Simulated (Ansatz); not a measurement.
# A family of molecules: the atomisation energy (no zero-point term)

One atom is swapped for its congeners: C3H8BN `BN(C)C=C`; C2H8BNSi `BN([SiH3])C=C`; C2H8BGeN `B[N]([GeH3])C=C`. All are singlets with charge 0.

Shapes, held fixed at every level: PBE0-D4/def2-TZVP. Flexible molecules stand in one conformer, not always the lowest. Programs: Ansatz 0.2.0. Values in eV.

Problem. How should the atomisation energy change along the series?

Solution. At CCSD(T)/def2-TZVPP the atomisation energy falls at every step, from 52.10 to 47.72 eV. Every level shows the same order. Relativity is left out for Ge unless named. Correlated rows may include outer-core shells of Ge, which these sets cover unevenly. Spin-orbit coupling, which grows down the group, is left out (summed over each molecule's free atoms 0.01, 0.03, 0.13 eV).

```
             level  C3H8BN  C2H8BNSi  C2H8BGeN
     HF/def2-TZVPP   39.78     37.69     35.97
 PBE-D4/def2-TZVPP   54.76     51.11     49.64
PBE0-D4/def2-TZVPP   53.89     50.45     48.93
    MP2/def2-TZVPP   52.80     49.55     48.16
   CCSD/def2-TZVPP   51.36     48.38     47.02
CCSD(T)/def2-TZVPP   52.10     49.04     47.72
```

Replacing the methyl carbon by silicon and then germanium lowers the atomisation energy at every level, and the first step is always the larger. The substitution changes three E–H bonds and one N–E bond, while the rest of the skeleton stays nominally the same. The E–H bonds probably dominate: the valence orbitals of silicon and germanium are more diffuse than those of carbon and overlap less well with hydrogen 1s. The N–E bond need not follow the same pattern, since the strongly polar N–Si bond can offset part of the loss.

Hartree–Fock falls far below the correlated values because it misses the extra correlation energy gained when electrons pair into bonds. PBE-D4 lies highest throughout, in keeping with the known tendency of semilocal functionals to overbind, though its excess over CCSD(T) is probably exaggerated by the slow basis-set convergence of the coupled-cluster energies. The ordering is therefore well supported, but a total atomisation energy doesn't give the strength of the N–E bond itself.
